**Student:** A Toth isotherm is a fitting curve. How can it yield an energy distribution?

**Lecturer:** Assume independent Langmuir sites with binding energy $E$ (larger means stronger) and a common prefactor, so $K=be^{x}$ with $x=(E-E_0)/kT$. With $p=bP$ and $f=kT\chi(E)$,
$$\theta(p)=\int f(x)\,\frac{pe^{x}}{1+pe^{x}}\,dx .$$
This is a Stieltjes transform. Start with two sites:
$$\theta_2=\sum_{i=1,2}\frac{w_ik_ip}{1+k_ip},\qquad k_i=e^{x_i},\qquad w_1+w_2=1 .$$
Where is it singular?

**Student:** At $p=-1/k_i$. Negative pressure is unphysical.

**Lecturer:** We continue the function, not the experiment. Put $p=e^{i\alpha}e^{-x}$ and use $\operatorname{Im}\frac{z}{1+z}=\frac{\operatorname{Im}z}{|1+z|^2}$:
$$\frac1\pi\operatorname{Im}\theta_2=\sum_i\frac{w_i\sin\alpha}{2\pi[\cosh(x-x_i)+\cos\alpha]} .$$
Each peak has area $w_i\alpha/\pi$. For $\alpha=\pi-\eta$ and small $\eta$ it becomes $w_i\eta/\{\pi[(x-x_i)^2+\eta^2]\}$, which tends to $w_i\delta(x-x_i)$. By linearity, for any distribution,
$$kT\chi(E)=\frac1\pi\operatorname{Im}\theta\!\left(P=\frac{e^{i\pi}e^{-x}}{b}\right).$$

**Student:** And Sips, $\theta=p^n/(1+p^n)$?

**Lecturer:** There $z=e^{i\pi n}e^{-nx}$, a single site seen at angle $\pi n$:
$$f=\frac{\sin\pi n}{2\pi[\cosh nx+\cos\pi n]},\qquad0<n<1 ,$$
with area $(\pi n/\pi)/n=1$. For Toth, $\theta=(1+p^{-t})^{-1/t}$, write $1+e^{tx}e^{-i\pi t}=\rho e^{-i\phi}$, so $\theta=\rho^{-1/t}e^{i\phi/t}$:
$$f=\frac{\sin(\phi/t)}{\pi[1+2e^{tx}\cos\pi t+e^{2tx}]^{1/2t}},\qquad\tan\phi=\frac{e^{tx}\sin\pi t}{1+e^{tx}\cos\pi t},$$
for $0<t<1$, on the branch $0<\phi<\pi t$, which makes $f$ positive.

**Student:** You presupposed that $f$ exists.

**Lecturer:** Both isotherms are analytic off the negative axis and run from 0 to 1, so Cauchy's theorem rebuilds them from the jump across the cut. At $t=\tfrac12$, $\tan\phi=e^{x/2}$ and $\rho^2=1+e^x$, giving
$$f=\frac{2e^{x/2}}{\pi(1+e^{x})^2},\qquad\theta=\frac{p}{(1+\sqrt p)^2}.$$
The peak lies at $x=-\ln3$. With $s=e^{x/2}$,
$$\langle e^{ax/2}\rangle=\frac4\pi\int_0^\infty\frac{s^a\,ds}{(1+s^2)^2}=\frac{1-a}{\cos(\pi a/2)},$$
whose expansion in $a$ gives area 1, $\langle x\rangle=-2$ and variance $\pi^2-4$.

**Student:** Numbers, please.

**Lecturer:** For CO$_2$ on zeolite 13X at 298 K, assume $t=\tfrac12$, $b=1.0\times10^{-3}\ \mathrm{Pa^{-1}}$ and capacity $6.0\ \mathrm{mol\,kg^{-1}}$, chosen to reproduce typical uptake; at 100 kPa the model holds $4.96\ \mathrm{mol\,kg^{-1}}$. With $N_AkT=2.478\ \mathrm{kJ\,mol^{-1}}$, the peak sits at $E-E_0=-2.72\ \mathrm{kJ\,mol^{-1}}$.

**Student:** Couldn't two sites describe the same curve?

**Lecturer:** Try it. Write $\theta_2=(Ap+Cp^2)/(1+Bp+Cp^2)$ with $A=\sum_iw_ik_i$, $B=k_1+k_2$, $C=k_1k_2$. Equality with Toth at $p=r^2$ requires
$$A(1+r)^2+Cr^2(1+2r)-Br^2=1 .$$
Impose $r=1,3,10$, meaning 1, 9 and 100 kPa: $A=43/103$, $B=72/103$, $C=1/103$. Then $k_{1,2}=(72\pm\sqrt{4772})/206$ and $w_1=(A-k_2)/(k_1-k_2)$, so $x_1=-0.379$, $w_1=0.601$, $x_2=-4.256$, $w_2=0.399$. The mismatch is
$$\theta_2-\theta=\frac{2r^2(r-1)(r-3)(r-10)}{(103+72r^2+r^4)(1+r)^2},$$
at most 0.023 in magnitude between 1 and 100 kPa.

**Student:** So the inversion is ambiguous.

**Lecturer:** It is unique for each function. At $x_1$ the two-site expression gives 1.91 for $\eta=0.1$ and diverges as $w_1/\pi\eta$, while Toth's $f$ is 0.186. Compare the moments of $E-E_0$ in $\mathrm{kJ\,mol^{-1}}$:

| | two sites | Toth |
|---|---|---|
| mean | $-4.77$ | $-4.96$ |
| standard deviation | 4.70 | 6.00 |

**Student:** Then what does a fit tell me?

**Lecturer:** Isotherms that nearly coincide over the window give two spikes or one smooth hump, so the shape comes largely from the chosen function. Here the means stay close and the widths do not, because Toth carries weight far below $E_0$, where $f\to2e^{x/2}/\pi$, on sites that fill only above 100 kPa. CO$_2$–CO$_2$ interactions and site-dependent entropies, both excluded above, would also masquerade as energy spread. The width follows from the assumed $t$ alone: it is the model's, not the zeolite's.